# Why relativity lowers the 4d ionisation energy of 39-electron ions, and why the shift stalls

## The question

A nucleus of higher charge makes its electrons move faster, and in a one-electron ion relativity then binds the electron more tightly. Does the same hold for the outer electron of an ion with 39 electrons, from Zr⁺ to Pm²²⁺? The table gives the ionisation energy IE, the energy of the next ion less that of the species, each made self-consistent (ΔSCF), from non-relativistic and from Dirac Hartree-Fock.

Ions with 39 electrons, computed with B-spline radial code 1 as spherical atoms at the basis limit: non-relativistic Hartree-Fock (configuration average, point nucleus) and Dirac-Coulomb Hartree-Fock (nl average, Fermi nucleus). IE is a ΔSCF difference without Breit, QED or recoil terms; the Breit and QED parts are first-order. NIST values run between ground levels.

```csv
species,Z,charge (e),configuration,ion's configuration,"IE, non-rel. (eV)","IE, Dirac (eV)",IE(Dirac) − IE(non-rel.) (eV),Breit part of IE (eV),QED part of IE (eV),NIST table (eV),kind of table value,stated uncertainty (eV)
Zr+,40,1,[Kr] 4d2 5s1,[Kr] 4d2,11.6470,11.9267,0.2797,-0.00382,-0.00493,13.13,measured,n/a
Nb2+,41,2,[Kr] 4d3,[Kr] 4d2,23.7709,23.4029,-0.3680,0.00842,0.00267,25.04,semi-empirical,n/a
Mo3+,42,3,[Kr] 4d3,[Kr] 4d2,38.7136,38.2088,-0.5048,0.00911,0.00385,40.33,semi-empirical,0.06
Tc4+,43,4,[Kr] 4d3,[Kr] 4d2,55.9189,55.2846,-0.6342,0.00854,0.00502,57,theory,1.9
Ru5+,44,5,[Kr] 4d3,[Kr] 4d2,75.2309,74.4709,-0.7600,0.00685,0.00620,76,theory,2
Rh6+,45,6,[Kr] 4d3,[Kr] 4d2,96.5569,95.6734,-0.8835,0.00408,0.00742,97,theory,2
Pd7+,46,7,[Kr] 4d3,[Kr] 4d2,119.835,118.830,-1.005,0.00024,0.00867,120,theory,2.1
Ag8+,47,8,[Kr] 4d3,[Kr] 4d2,145.022,143.897,-1.126,-0.00471,0.00998,145.1,theory,2.2
Cd9+,48,9,[Kr] 4d3,[Kr] 4d2,172.085,170.841,-1.244,-0.0108,0.0113,173,theory,2.2
In10+,49,10,[Kr] 4d3,[Kr] 4d2,200.999,199.639,-1.360,-0.0181,0.0127,201,theory,2.4
Sn11+,50,11,[Kr] 4d3,[Kr] 4d2,231.742,230.270,-1.472,-0.0265,0.0142,232,theory,2.5
Sb12+,51,12,[Kr] 4d3,[Kr] 4d2,264.300,262.720,-1.580,-0.0363,0.0157,265,theory,3
Te13+,52,13,[Kr] 4d3,[Kr] 4d2,298.659,296.976,-1.683,-0.0474,0.0173,299,theory,3
I14+,53,14,[Kr] 4d3,[Kr] 4d2,334.807,333.027,-1.780,-0.0599,0.0190,335,theory,3
Xe15+,54,15,[Kr] 4d3,[Kr] 4d2,372.735,370.865,-1.870,-0.0738,0.0207,374,theory,3
Cs16+,55,16,[Kr] 4d3,[Kr] 4d2,412.435,410.485,-1.951,-0.0892,0.0225,413,theory,3
Ba17+,56,17,[Kr] 4d3,[Kr] 4d2,453.900,451.878,-2.022,-0.106,0.0243,455,theory,3
La18+,57,18,[Kr] 4d3,[Kr] 4d2,497.125,495.043,-2.082,-0.125,0.0262,498,theory,3
Ce19+,58,19,[Kr] 4d3,[Kr] 4d2,542.103,539.973,-2.130,-0.145,0.0282,543,theory,4
Pr20+,59,20,[Kr] 4d3,[Kr] 4d2,588.830,586.666,-2.164,-0.167,0.0302,590,theory,4
Nd21+,60,21,[Kr] 4d3,[Kr] 4d2,637.302,635.120,-2.182,-0.191,0.0323,638,theory,4
Pm22+,61,22,[Kr] 4d3,[Kr] 4d2,687.516,685.332,-2.184,-0.216,0.0344,689,theory,4
```

Call the column IE(Dirac) − IE(non-rel.) the shift $\Delta$. Zr⁺ loses a 5s electron and has $\Delta=+0.280$ eV. Every other species loses a 4d electron from 4d³ outside the krypton core [Kr], and for each of them $\Delta$ is negative. The change of sign between Zr⁺ and Nb²⁺ goes with a change of orbital, so Zr⁺ is no part of the 4d trend and is treated apart.

Along the 4d rows $|\Delta|$ grows at each step, but each step is smaller than the one before: 0.137 eV from Nb²⁺ to Mo³⁺, 0.002 eV from Nd²¹⁺ to Pm²²⁺. As a share of the non-relativistic IE the shift falls from 1.55 % to 0.32 %. An explanation has to give the sign and the stall.

## First explanation: the electron's own speed

For one electron in the field of a charge $Z_d$, the Dirac energy to order $\alpha^2$ raises the binding by

$$\mathrm{Ry}\,\frac{\alpha^2 Z_d^4}{n^4}\left(\frac{n}{j+\tfrac12}-\frac34\right),$$

with $\mathrm{Ry}=13.606$ eV and $\alpha=1/137.036$. The table averages over the configuration, so the two levels $j=l\pm\tfrac12$ enter with weights $2l+2$ and $2l$. The mean of $1/(j+\tfrac12)$ is then $(2+2)/(4l+2)=1/(l+\tfrac12)$, and the spin-orbit splitting drops out. For 4d the bracket is $4/2.5-0.75=0.85$, so the direct term is

$$D(Z_d)=+0.85\,\mathrm{Ry}\,\alpha^2 Z_d^4/256 .$$

Define an effective charge from the table by $\mathrm{IE}_{\text{non-rel.}}=\mathrm{Ry}\,Z_{\text{eff}}^2/16$. It runs from 5.29 at Nb²⁺ to 28.43 at Pm²²⁺. With $Z_d=Z_{\text{eff}}$ the direct term goes from +0.002 to +1.57 eV, while the table goes from −0.368 to −2.184 eV. No other choice of $Z_d$ repairs this, because $D$ is positive for any charge. The sign of the column rules out the electron's own speed as the sole cause. The term is real, however, and it returns below.

For Zr⁺ the explanation has the right sign. A 5s electron reaches the nucleus, where it is fast and unscreened, and the tighter binding of valence s electrons is the standard result.

## Second explanation: a shrunken core screens better

A simpler system shows the mechanism: a point nucleus, a thin spherical shell of $q$ electrons at radius $R$, and one test electron. By Gauss's law the shell repels the electron with energy $q/r$ when it is outside and $q/R$ when it is inside (atomic units). Shrink the shell by $\delta R$. Nothing changes for an electron outside; inside, the repulsion rises by $q\,\delta R/R^2$. The electron's energy rises by

$$\delta E = P(r<R)\;q\,\delta R/R^2 ,$$

where $P$ is the probability of finding it inside. The electron is loosened only through shells that it penetrates. In this picture the contraction of 1s does nearly nothing to a 4d electron, and the shells that share its space do most. The same calculation gives mean radii for Ru⁶⁺, the ion left by Ru⁵⁺: 0.99 bohr for 4s, about 1.1 for 4p and 1.27 for 4d, against 0.38 for 3d. The analogy fixes the sign and points to 4s and 4p. It has no exchange, no orthogonality between shells and no response of the shell to the electron, so it gives no size.

The size is put in one constant. A penetrating s electron has a relativistic shift of order $\alpha^2Z^2Z_{\text{eff}}^2$ on a binding of order $Z_{\text{eff}}^2$, so its fractional contraction should scale as $(Z\alpha)^2$ with the bare nuclear charge $Z$. Let the screening of the 4d electron rise by $\delta\sigma=s\,(Z\alpha)^2$. Differentiating $\mathrm{Ry}\,Z_{\text{eff}}^2/16$ gives the indirect term

$$-s\,S,\qquad S=\frac{2\,\mathrm{Ry}\,Z_{\text{eff}}}{16}\,(Z\alpha)^2 .$$

The calculation shows that the cloud contracts: the sum of $\langle r^2\rangle$ over all electrons is smaller in the Dirac result by 1.1 % for Ru⁵⁺ and by 3.0 % for La¹⁸⁺. It does not confirm the power 2, since $(Z\alpha)^2$ rises only from 0.103 to 0.173 between these two, and the sum includes the 4d electrons themselves.

This explanation has the right sign and fails on the shape. If screening were everything, $|\Delta|/S$ would be constant, but it falls from 0.468 at Mo³⁺ to 0.228 at Pm²²⁺. Freeing the power of $Z\alpha$ does not help, because $|\Delta|/Z_{\text{eff}}$ rises to a maximum near Te¹³⁺ and then falls, which no single power can do. A least-squares fit of $s$ and the power to the 21 rows with 4d loss returns a power of −0.23, a screening that would weaken as relativity grows, and it misses Pm²²⁺ by 0.17 eV out of 2.18. What this excludes is screening of the form $Z_{\text{eff}}$ times a power of $Z$; a fit cannot exclude some other shape.

## Third explanation: both terms, with different growth

The two terms add, and they scale differently:

$$\Delta = D(Z-\sigma_d) - s\,S .$$

The direct term is given its own screening $\sigma_d$, because it weights the inner part of the orbital, where the electron is fastest and sees more of the nucleus than $Z_{\text{eff}}$ implies. At low charge the 4d electron is slow while the core already feels $Z\approx 40$, so screening dominates. As protons are added at fixed electron number, $S$ grows as $Z_{\text{eff}}Z^2$ and $D$ as the fourth power of a charge that starts small. The positive term gains on the negative one, and the sum flattens when their slopes match.

An unweighted least-squares fit to the same 21 rows gives $s=0.626$ and $\sigma_d=25.51$. La¹⁸⁺, which was one of the fitted rows, works out as follows.

- $Z_{\text{eff}}=4\sqrt{497.125/13.606}=24.18$ and $(Z\alpha)^2=(57/137.036)^2=0.1730$.
- $S=2\times13.606\times24.18\times0.1730/16=7.11$ eV, so the indirect term is $-0.626\times7.11=-4.45$ eV. It corresponds to about 0.1 electron of extra screening.
- $Z-\sigma_d=31.49$, whose fourth power is $9.83\times10^5$. The prefactor is $0.85\times13.606/(137.036^2\times256)=2.41\times10^{-6}$ eV, so $D=+2.37$ eV.
- The sum is −2.08 eV; the table has −2.082 eV.

Over the fitted rows the root-mean-square error is 0.005 eV, against 0.077 eV for screening alone with the same number of constants. The worst row is Tc⁴⁺, off by 0.010 eV in 0.634. These errors are still ten times the rounding of the column or more in the early rows and vary smoothly with $Z$, so the formula is an approximation to the trend and not its exact law. Applied to Zr⁺, outside the fit, it gives −0.23 eV against +0.28 eV, as a formula for 4d must fail for 5s.

## What the fit does not fix

The two terms in the worked row are each larger than their sum, and the fit determines the sum. Replace $D(Z-\sigma_d)$ by $a\,D(Z_{\text{eff}})$ and fit $s$ and $a$ in the same way: the error is 0.017 eV, three times worse but still well below that of screening alone. The direct part at Pm²²⁺ then drops from 3.82 to 2.28 eV, and at Nb²⁺ from 0.14 to 0.003 eV, while $s$ drops to 0.46 to compensate. In both forms the direct term is some eV at the end of the series and much smaller at the start; neither $s$ nor $\sigma_d$ should be read as a measured property of the ions.

One ingredient can be checked independently, namely that the inner charge exceeds $Z_{\text{eff}}$. The hydrogenic j-splitting is $\mathrm{Ry}\,\alpha^2Z_d^4/[n^3l(l+1)]$, and the weight of the small Dirac component is about $(Z_d\alpha)^2/4n^2$. Inverting these with the 4d values that the calculation gives for Ru⁶⁺ yields screenings of 21.2 and 27.7, where the IE of Ru⁵⁺ implies 34.6. For La¹⁹⁺ they are 18.7 and 25.4, against 32.8. Both inner measures lie well below the screening from IE, in both ions. The fitted 25.5 falls between them for Ru and just above the upper one for La. Both also drift with $Z$, which a constant $\sigma_d$ ignores, and they belong to ions with one electron fewer than the rows.

## The QED and Breit columns as witnesses

The QED part of IE, self-energy plus vacuum polarisation, offers a test that uses no fitted constant. The self-energy raises s levels and hardly touches d: in La¹⁹⁺ it is 0.43 eV for 4s and below 0.01 eV in size for either 4d level. For Zr⁺ the removed electron is itself 5s, its level is raised, and the QED part is negative, 1.8 % of $\Delta$ in size.

In the 4d rows the QED part is positive. The removed electron's own self-energy, averaged over j and taken from La¹⁹⁺, would contribute −0.0037 eV, while the column has +0.0262 eV for La¹⁸⁺. The column thus comes from the other electrons. The term is evaluated to first order on orbitals that do not feel it, so the route is relaxation: when a 4d electron leaves, the s shells tighten, their self-energy rises, and the ion costs more. The relativistic indirect term can be read the same way with the sign reversed, since tightened s and p shells gain relativistic binding in the ion and the ion costs less. In perturbation theory this and the picture of changed screening are two readings of one cross term between the perturbation and the removal of the electron.

The QED column is therefore mainly an indirect effect (in La¹⁸⁺ the electron's own part is about a seventh of it, with the opposite sign), and it does not stall. Its step grows from about 0.0012 eV at the start of the 4d rows to 0.0021 eV at the end. Its ratio to $S$ stays within a factor 1.15 over these rows, where the ratio of $\Delta$ to $S$ changes by a factor 2.05. This supports the shape $S$ and leaves the stall to a second term of opposite sign. The support is limited in two ways: the self-energy is good to about 10 to 30 % for $n>2$, which is the size of the 15 % spread, and QED probes mainly s shells, while the relativistic contraction also involves p.

The Breit part, the magnetic and retardation correction to the electron repulsion, shows a similar contest and shows it changing hands. The 4d levels themselves are raised, by 0.06 to 0.08 eV in Ru⁶⁺ and 0.34 to 0.45 eV in La¹⁹⁺, which would lower IE by as much. The net terms are +0.007 eV for Ru⁵⁺ and −0.125 eV for La¹⁸⁺, so in both cases the other electrons cancel most or all of the electron's own term. The column changes sign between Pd⁷⁺ and Ag⁸⁺, and from there the own term wins.

One further ingredient of $\Delta$ is the nucleus, a point in one calculation and extended in the other. A 4d electron has almost no density there, so the effect must come through other shells, chiefly s with a small part from p electrons of $j=\tfrac12$, and at these $Z$ the nuclear-size shift of an s level is smaller than its self-energy. That argues for a part below the QED column in size; it has not been separated numerically.

## Does the NIST column decide anything?

The Dirac values lie below the NIST values in every row, by 1.17 to 3.67 eV. In every 4d row the non-relativistic value is closer: over the rows whose reference is theory the mean gap is 0.68 eV, against 2.27 eV for Dirac. It is tempting to conclude that the negative shift is overdone. The comparison does not support that, because the calculated values and the NIST values refer to different states: averages over a configuration on one side, ground levels on the other.

Breit and QED do not close the gap. Their sum is at most 5.5 % of it, and for Zr⁺ and from In¹⁰⁺ on it is negative and widens it. Recoil is far smaller than either in Sb¹²⁺, where the full output allows a check.

The averaging matters far more. NIST runs from ground level to ground level, which Hund's rules make ⁴F for d³ and ³F for d². With the Slater integrals $F^2$ and $F^4$ of the 4d shell, and $F_2=F^2/49$, $F_4=F^4/441$, the ³F term lies $\tfrac{58}{9}F_2-5F_4$ below its average and the ⁴F term $\tfrac{31}{3}F_2+30F_4$ below its own. The species gains more than the ion, and IE rises by

$$\tfrac{35}{9}F_2+35F_4 .$$

With $F^2=10.01$ and $F^4=6.68$ eV from Ru⁶⁺ this is $0.79+0.53=1.32$ eV, and for La it is 2.52 eV. First-order spin-orbit coupling lowers the lowest level of an F term of a less than half-filled shell by $\zeta(L+1)/2=2\zeta$, with $\zeta$ the 4d coupling constant, at both ends, so it cancels apart from the change in $\zeta$. The estimate uses the ion's integrals for both ends, which overstates the shift somewhat, and it leans on LS coupling, which is less safe for La, where the 4d splitting is 4.05 eV.

After this correction the Dirac gap is +0.20 eV for Ru⁵⁺ and +0.43 eV for La¹⁸⁺, while the non-relativistic values overshoot by 0.56 and 1.65 eV. On this estimate, the closeness of the non-relativistic column in these two rows is a cancellation between two neglected terms, the term shift and $\Delta$. Correlation, absent from both columns, usually raises IE because the species has more electron pairs than the ion, which fits a small positive remainder better than a negative one. Pd⁷⁺ and Ag⁸⁺ do not fit this: their Dirac gaps are only 1.17 and 1.20 eV, while their more compact 4d shells should give term shifts above the 1.32 eV of Ru⁵⁺, so the remainder there would be negative.

This reading cannot be pressed. From Tc⁴⁺ on the references are theory, mostly rounded to 1 eV, which is the size of the jumps of the gap between neighbours such as Ag⁸⁺ and Cd⁹⁺. In each of these rows $|\Delta|$ is only 0.33 to 0.69 of the stated uncertainty, so they can neither confirm nor refute it. Mo³⁺ is sharper: its semi-empirical value, stated to 0.06 eV, lies 2.12 eV above the Dirac result. Its 4d orbital should be larger than that of Ru⁶⁺ and its term shift smaller than 1.32 eV, which leaves at least 0.8 eV. Correlation is the likely source, but no column tests this. It would exceed $|\Delta|=0.505$ eV in that row. For Zr⁺, the one measured value, relativity moves the result the right way, from 1.48 to 1.20 eV below NIST.

## Guessing a neighbouring case

Two questions help to guess the sign of the shift for a configuration average. Does the removed electron reach the nucleus? If it is s, the direct term sees the bare charge and the shift is positive, as in Zr⁺. If it is a d or f electron, kept out by angular momentum but overlapping s and p shells of the same $n$, the indirect term is expected to lead at low ionic charge and to make the shift negative. A p electron lies between these cases, and no row here tests it.

How far is the ion stripped? At fixed electron number the direct term grows in the end as $Z^4$ and the screening term as $Z^3$, so theory argues that a negative shift flattens and then turns back. The table reaches the flat point at Nd²¹⁺ and Pm²²⁺ and no further; with two constants that trade against each other, the formula should not be used to place a change of sign. For a 4f electron the bracket of the direct term is $4/3.5-0.75=0.39$ in place of 0.85, so with a screening term of similar strength the turn would come later in a 4f sequence; no row here tests this.
